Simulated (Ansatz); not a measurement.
A series in volume per atom on Si

Periodic Kohn-Sham DFT of a crystal at fixed atoms; pressure and stress are positive in compression; the energy is the free energy less that of spherical unpolarised free atoms; site moments are those in the method's own spheres, positive along +z. The results are calculated, by Ansatz 0.2.0.

Cell of the first row (space group Imma, No. 74):
```
cell vectors (Å)
  -2.2050     2.3201     1.2490
   2.2050    -2.3201     1.2490
   2.2050     2.3201    -1.2490
atoms (fractions of the cell vectors)
Si  0.80700  0.55700  0.25000
Si  0.19300  0.44300  0.75000
```

Settings of every row: method all-electron PAW; functional LDA; relativity scalar; k mesh 16x16x16; filling fermi-dirac; smearing width 0.05 eV; nucleus gaussian.

Atom start moment: 0 on all atoms.

| row | volume per atom (Å³) | pressure (GPa) |
| --- | --- | --- |
| 1 | 12.78 | 22.184 |
| 2 | 12.916 | 20.037 |
| 3 | 13.051 | 17.996 |
| 4 | 13.323 | 14.211 |
| 5 | 13.459 | 12.457 |
| 6 | 13.595 | 10.788 |
| 7 | 13.731 | 9.202 |
| 8 | 13.867 | 7.693 |
| 9 | 14.139 | 4.897 |
| 10 | 14.275 | ? |
| 11 | 14.411 | 2.372 |

Question: what pressure should row 10 give?

Worked fit of pressure. Take u = (V_r/V)^(2/3) − 1 with V_r = 13.527 Å³ an atom, which is twice the finite (Eulerian) strain; such expansions in the strain, on which the Birch-Murnaghan equation of state is built, carry the rest volume and the bulk modulus. The shown rows have u = 0.0386, 0.03129, 0.02417, 0.01018, 0.00337, -0.00334, -0.00993, -0.01641, -0.02907, -0.04132. Least squares give pressure = 11.6108 + 248.89 × u + 631.36 × u² + 468 × u³ GPa; a parabola predicts inner rows, each left out in turn, worse (root mean square 0.0076 against 0.0045 GPa). The rows lie off it by -0.002, 0.006, -0.006, 0.001, 0.000, 0.001, 0.001, -0.001, -0.001, 0.000 (root mean square 0.0028 GPa). The withheld row has u = -0.03525, so the fit gives 11.6108 + 248.89 × (-0.03525) + 631.36 × (-0.03525)² + 468 × (-0.03525)³ = 3.601 GPa.

The calculation gave 3.602 GPa. The fit lies 0.001 GPa (0.005 % of the column's range) below it, one unit of the last digit.
